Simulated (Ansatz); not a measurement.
Ag: pressure and energy change per atom against volume scale

Results calculated with Ansatz 0.2.0, not measured. Plane-wave DFT, scalar-relativistic PAW made under PBE with cores redone for the functional, no dispersion; the given relaxed cell is scaled uniformly, energy at zero smearing counts from the unscaled cell, pressure at the given Fermi-Dirac smearing is positive in compression.

The cell before it is scaled or strained (space group P6_3/mmc, No. 194):
```
cell vectors (Å)
   2.8169     0.0000     0.0000
  -1.4084     2.4395     0.0000
   0.0000     0.0000     9.3176
atoms (fractions of the cell vectors)
Ag  0.33333  0.66667  0.25000
Ag  0.66667  0.33333  0.75000
Ag  1.00000  0.00000  0.00000
Ag  1.00000  0.00000  0.50000
```

Settings of every row: spin polarised no; functional LDA; wave cutoff 420 eV; smearing width 0.1 eV; k mesh 14x14x4.

Atom starting moment: 0 on all atoms.

Limits: the cell comes from a prototype or a list of computed structures and needn't be the stable phase.

| row | volume scale | V (Å³/atom) | pressure (GPa) | energy change per atom (meV) |
| --- | --- | --- | --- | --- |
| 1 | 0.88 | 14.086 | 25.68 | 135.23 |
| 2 | 0.92 | 14.727 | ? | ? |
| 3 | 0.96 | 15.367 | 6.6 | 13 |
| 4 | 1.04 | 16.648 | -4.65 | 9.34 |
| 5 | 1.08 | 17.288 | -8.37 | 35.74 |
| 6 | 1.12 | 17.928 | -11.19 | 75.12 |

Question: what pressure and energy change per atom should row 2 give?

Worked fit of pressure. Take u = (V_r/V)^(2/3) − 1 with V_r = 16.648 Å³ an atom, which is twice the finite (Eulerian) strain; such expansions in the strain, on which the Birch-Murnaghan equation of state is built, carry the rest volume and the bulk modulus. The shown rows have u = 0.11785, 0.05483, 0, -0.02483, -0.04818. Least squares give pressure = −4.761 + 168.029 × u + 762.81 × u² GPa; a straight line predicts inner rows, each left out in turn, worse (root mean square 2.6 against 0.24 GPa). The rows lie off it by 0.04, -0.15, 0.11, 0.09, -0.10 (root mean square 0.1 GPa). The withheld row has u = 0.08517, so the fit gives −4.761 + 168.029 × (0.08517) + 762.81 × (0.08517)² = 15.08 GPa.

The calculation gave 14.89 GPa. The fit lies 0.19 GPa (1.3 % of the value, 0.52 % of the column's range) above it; its largest miss of a shown row is 0.15 GPa.

Worked fit of energy change per atom. Take u = (V_r/V)^(2/3) − 1 with V_r = 16.648 Å³ an atom, which is twice the finite (Eulerian) strain; such expansions in the strain, on which the Birch-Murnaghan equation of state is built, carry the rest volume and the bulk modulus. The shown rows have u = 0.11785, 0.05483, 0, -0.02483, -0.04818. Least squares give energy change per atom = 7.909 − 698.015 × u + 15048.54 × u² meV; a straight line predicts inner rows, each left out in turn, worse (root mean square 51 against 3.1 meV). The rows lie off it by 0.58, -1.88, 1.43, 1.22, -1.35 (root mean square 1.4 meV). The withheld row has u = 0.08517, so the fit gives 7.909 − 698.015 × (0.08517) + 15048.54 × (0.08517)² = 57.62 meV.

The calculation gave 55.14 meV. The fit lies 2.48 meV (4.5 % of the value, 2 % of the column's range) above it; its largest miss of a shown row is 1.88 meV.
